# Miller's sine law when one face is slightly out of the zone

**Short version:** the law needs all four poles in one plane. A face tilted out of the zone by $\varepsilon$ shifts the index side at order $\varepsilon$, which is removable, and the sine side at order $\varepsilon^2$.

## Where the assumption enters

The pole of face $i$ points along $\mathbf g_i=h_i\mathbf a^*+k_i\mathbf b^*+l_i\mathbf c^*$, with $\mathbf a\cdot\mathbf a^*=1$. With cell volume $V$,

$$\mathbf g_i\times\mathbf g_j=\frac{(k_il_j-l_ik_j)\mathbf a+(l_ih_j-h_il_j)\mathbf b+(h_ik_j-k_ih_j)\mathbf c}{V}.$$

If the faces share one zone, every such product is parallel to the zone axis. **This is the assumption.** One fixed component $[ij]$ is then proportional to $|\mathbf g_i||\mathbf g_j|\sin\varphi_{ij}$, where $\varphi_{ij}=\varphi_j-\varphi_i$ is the signed angle between poles. The lengths and the cell cancel:

$$R\equiv\frac{\sin\varphi_{12}\sin\varphi_{34}}{\sin\varphi_{14}\sin\varphi_{32}}=\frac{[12][34]}{[14][32]}.$$

The chosen component must not vanish. For the zone $[010]$ all $k_i=0$, so only $[ij]=l_ih_j-h_il_j$ serves.

## Dropping it

Let face 3 be $(hkl)$ with small $k\neq0$.

**Index side, first order.** Split $\mathbf b^*$ along the axis $\mathbf b$ and within the zone plane. Dotting with $\mathbf a$, $\mathbf b$, $\mathbf c$ confirms

$$\mathbf b^*=\frac{\mathbf b}{b^2}-\frac{\mathbf a\cdot\mathbf b}{b^2}\mathbf a^*-\frac{\mathbf c\cdot\mathbf b}{b^2}\mathbf c^*.$$

The orthogonal projection of $\mathbf g_3$ onto the zone plane obeys the law exactly, with indices shifted linearly in $k$ by amounts that depend on the cell. On hexagonal axes the projection is $(H,0,l)$ with $H=h+k/2$, and

$$\tan\varepsilon=\frac{k/a}{\sqrt{4H^2/3a^2+l^2/c^2}}.$$

Call the index ratio $R_H$ when it uses $H$ and $R_h$ when it uses the raw $h$.

**Sine side, second order.** The true interfacial angle $\theta_{3j}$ and the projected angle $\varphi_{3j}$ obey $\cos\theta_{3j}=\cos\varepsilon\cos\varphi_{3j}$. Hence $\sin^2\theta=\sin^2\varphi+\sin^2\varepsilon\cos^2\varphi$. Giving each $\theta$ the sign of its $\varphi$, the ratio of true sines is

$$R_\theta=R_H\sqrt{\frac{1+\sin^2\varepsilon\cot^2\varphi_{34}}{1+\sin^2\varepsilon\cot^2\varphi_{32}}}\approx R_H\left[1+\frac{\varepsilon^2}{2}\left(\cot^2\varphi_{34}-\cot^2\varphi_{32}\right)\right].$$

The expansion needs $\varepsilon\ll1$ and $\varepsilon|\cot\varphi|\ll1$. The cotangents depend on the cell, so the ratio is in general no longer rational.

## Size for calcite

Typical structural cell: $a=4.99$ Å, $c=17.06$ Å. The faces are 1 $=(0001)$, 2 $=(10\bar14)$ (the cleavage rhombohedron), 3 $=(10\bar11)$ and 4 $=(10\bar10)$. Measured from the basal pole, $\tan\varphi=2ch/(\sqrt3\,al)$ gives $\varphi_2=44.62^\circ$, $\varphi_3=75.79^\circ$, $\varphi_4=90^\circ$. So $\varphi_{34}=14.21^\circ$ and $\varphi_{32}=-31.16^\circ$, with squared cotangents 15.58 and 2.73. For a general face 3, $R_H=1/(1-4H/l)$, which is $-1/3$ at $H=l$.

Assume a vicinal face with $H=l$ and $\varepsilon=1^\circ$, which needs $k/l=0.0208$. The model then gives:

| Term | Relative change |
|---|---|
| $R_H/R_h-1=-2k/3l$ | $-1.39\times10^{-2}$ |
| $R_\theta/R_H-1$, leading term | $+1.96\times10^{-3}$ |
| $R_\theta/R_H-1$, full square root | $+1.95\times10^{-3}$ |

The first row is 7.1 times the second in magnitude and changes sign with $k$. It disappears once $H$ replaces $h$. What remains makes a face wrongly treated as tautozonal return $H/l=(1-1/R_\theta)/4=0.9985$ instead of 1. For scale, $d\ln|R|/d\varphi_3=-(\cot\varphi_{34}+\cot\varphi_{23})=-5.60$ per radian. The second-order term therefore mimics an in-zone shift of $1.2'$ toward the base, comparable to an assumed goniometer resolution of $1'$.

**The same formula on a wafer.** Take 4H-SiC with typical inputs $a=3.08$ Å, $c=10.08$ Å and a $4^\circ$ off-cut toward $\langle11\bar20\rangle$, with axes chosen so that the tilt is along $\mathbf b$. The surface is then face 1, its projection still on the basal pole, and face 4 is $(10\bar10)$. With face 2 $=(10\bar12)$, $\varphi_{12}=62.1^\circ$ and $\cot\varphi_{14}=0$, so the model's relative change is $\tfrac12\varepsilon^2\cot^2\varphi_{12}=6.8\times10^{-4}$. This is smaller than for calcite despite the larger tilt, because both neighbouring poles are far away.

## Practical test

Angles within a zone add. Expanding the cosine relation gives $\theta\approx\varphi+\tfrac12\varepsilon^2\cot\varphi$, so

$$\theta_{23}+\theta_{34}-\theta_{24}\approx\tfrac12\varepsilon^2(\cot\varphi_{23}+\cot\varphi_{34}),$$

which is $2.9'$ in the calcite model. Measure all three angles independently, and check this closure before trusting indices from the sine law.